**Student:** You said three chain lengths are enough to recover the model of a single link. I doubt it.

**Lecturer:** Try these data, made for the exercise and rounded as test data are. Cu chains of $N$ identical links in series, each a line ending on a 90 nm via, are stressed at 573 K, with $n=60$ chains per length. A chain fails at its first resistance step of fixed size in ohms. Failures fall into an early group and a late group separated by a wide gap.

| $N$ | early failures $k$ | late failures $m$ | late-group median $t_N$ (h) |
|---|---|---|---|
| 1 | 0 | 60 | 206 |
| 10 | 2 | 58 | 108 |
| 100 | 16 | 44 | 75 |

A link belongs to the early mode with probability $p$. Otherwise its failure distribution is $F_i=\Phi(z)$ with $z=\ln(t/t_{50})/s$, where $\Phi$ is the standard normal distribution function. Find $t_{50}$, $s$ and $p$.

**Student:** Why should links be independent? Stress spreads along the metal.

**Lecturer:** We assume the barrier at each via bottom blocks the Cu flux, so each link builds its own stress. Then survival probabilities multiply, and with $F_e$ the early-mode distribution,
$$1-F_N=[1-pF_e-(1-p)F_i]^N .$$
In the gap $F_e=1$ and $F_i=0$, so the early fraction is $1-(1-p)^N$. Beyond it the survival factorises into $(1-p)^N(1-F_i)^N$, so the late group alone has survival $(1-F_i)^N$. Setting this to $1/2$ gives
$$\ln t_N=\ln t_{50}+s\,z_N,\qquad z_N=\Phi^{-1}(1-2^{-1/N}).$$
The arguments $0.5$, $0.0670$, $0.00691$ give $z_1=0$, $z_{10}=-1.499$, $z_{100}=-2.462$.

**Student:** That is linear in $\ln t_{50}$ and $s$, and the $z_N$ differ, so two medians fix both uniquely. The ends give $t_{50}=206$ h and $s=\ln(206/75)/2.462=1.010/2.462=0.41$. But two points always fit two parameters.

**Lecturer:** The third point is the test. The model predicts $206\,e^{-0.41\times1.499}=111$ h against 108 h, a residual of $-0.03$ in $\ln t$. To judge it we need statistical errors. For large $m$ a sample median has standard error $1/(2f\sqrt m)$, with $f$ the density at the median. In $\ln t$, $f=g_N/s$, and differentiating $1-(1-\Phi)^N$ gives, with $\varphi=\Phi'$,
$$g_N=\tfrac N2\,2^{1/N}\varphi(z_N)=0.399,\ 0.695,\ 0.970 .$$
So $\sigma_N=s/(2g_N\sqrt m)=0.066,\ 0.039,\ 0.032$. Rounding to the hour adds at most $0.007$. Then $\delta s=\sqrt{0.066^2+0.032^2}/2.462=0.03$ and $\delta t_{50}=14$ h. Both lean on $t_1$, so their correlation is $0.066/\sqrt{0.066^2+0.032^2}=+0.9$. The prediction weights $\ln t_{100}$ by $z_{10}/z_{100}=0.609$ and $\ln t_1$ by $0.391$, so the residual has standard error $0.05$. The model passes.

**Student:** Any link distribution might pass.

**Lecturer:** Take Weibull links with shape $\beta$. Then $t_N\propto N^{-1/\beta}$, the ends give $\beta=\ln100/1.010=4.6$, and $t_{10}=\sqrt{206\times75}=124$ h. The residual is $-0.14$. Each median now has standard error $1/(\beta\ln2\sqrt m)$, which again gives $0.05$ for the residual. Weibull is disfavoured by nearly three standard errors. Three medians cannot prove the lognormal form, though.

**Student:** I would have taken the median of all 60 chains.

**Lecturer:** For $N=100$ that median lies where the late-group survival is $30/44$, at $z=-2.667$. Dividing by $2.462$ would inflate $s$ by 8%, as much as the 7% statistical error.

**Student:** For $p$ I divide: $16/60/100=0.27$%.

**Lecturer:** That counts a chain with two early links as holding one. Invert properly: $p=1-(44/60)^{1/100}=0.31$%, which predicts 1.8 early failures at $N=10$ against 2 seen. To use all rows put $\lambda=-\ln(1-p)$. The binomial log-likelihood is $L=\sum[k\ln(1-e^{-N\lambda})-mN\lambda]$, and $dL/d\lambda=0$ reads
$$\frac{20}{e^{10\lambda}-1}+\frac{1600}{e^{100\lambda}-1}=\sum mN=5040 .$$
The left side falls monotonically from infinity to zero, so the root is unique: $\lambda=3.10\times10^{-3}$. The curvature gives $\delta\lambda=(-L'')^{-1/2}=0.73\times10^{-3}$, hence $p=(0.31\pm0.07)$%.

**Student:** Yet the single links showed nothing.

**Lecturer:** With this $p$, 60 single links show no early failure with probability $(1-p)^{60}=0.83$. Alone they bound $p$ only below $1-0.05^{1/60}=4.9$% at 95% confidence. That is why chains are built.

**Student:** Could I fit a lognormal to the late $N=100$ failures and read $s$ off it?

**Lecturer:** No, the chain is not lognormal. Solve $1-(1-\Phi(z))^{100}=\Phi(\mp1)$: $z=-2.924$ and $-2.09$. These quantiles lie $0.46s$ below and $0.37s$ above the median, or $0.19$ and $0.15$ in $\ln t$, whereas a lognormal puts both at one distance. The fit would return less than half of $s$, and since the lower side is the wider one, extrapolating it downward predicts first failures too late.

**Student:** What stays undetermined?

**Lecturer:** Three things. The table holds no early times, so $F_e$ is unknown, and without the gap $p$ would trade off against the shape of $F_e$. A shift in $\ln t$ shared by all links of a chain hardly moves the medians, so $s$ is roughly the independent part of the scatter only. The spread of the single links would expose a shared part. And one temperature cannot tell the origin of $s$. For $t\propto e^{E_a/k_BT}$, scatter in $E_a$ of $s\,k_BT=0.020$ eV would explain it all, and $s$ would then rise to $0.62$ at 378 K, while geometric scatter would leave it unchanged.

**Student:** So $t_{50}=206\pm14$ h, $s=0.41\pm0.03$, $p=(0.31\pm0.07)$%.

**Lecturer:** Those are the model's numbers, not copper's. The data were chosen to give $s$ of a size typical for Cu tests, roughly 0.2 to 0.5, while $t_{50}$ and $p$ depend on current, geometry and process.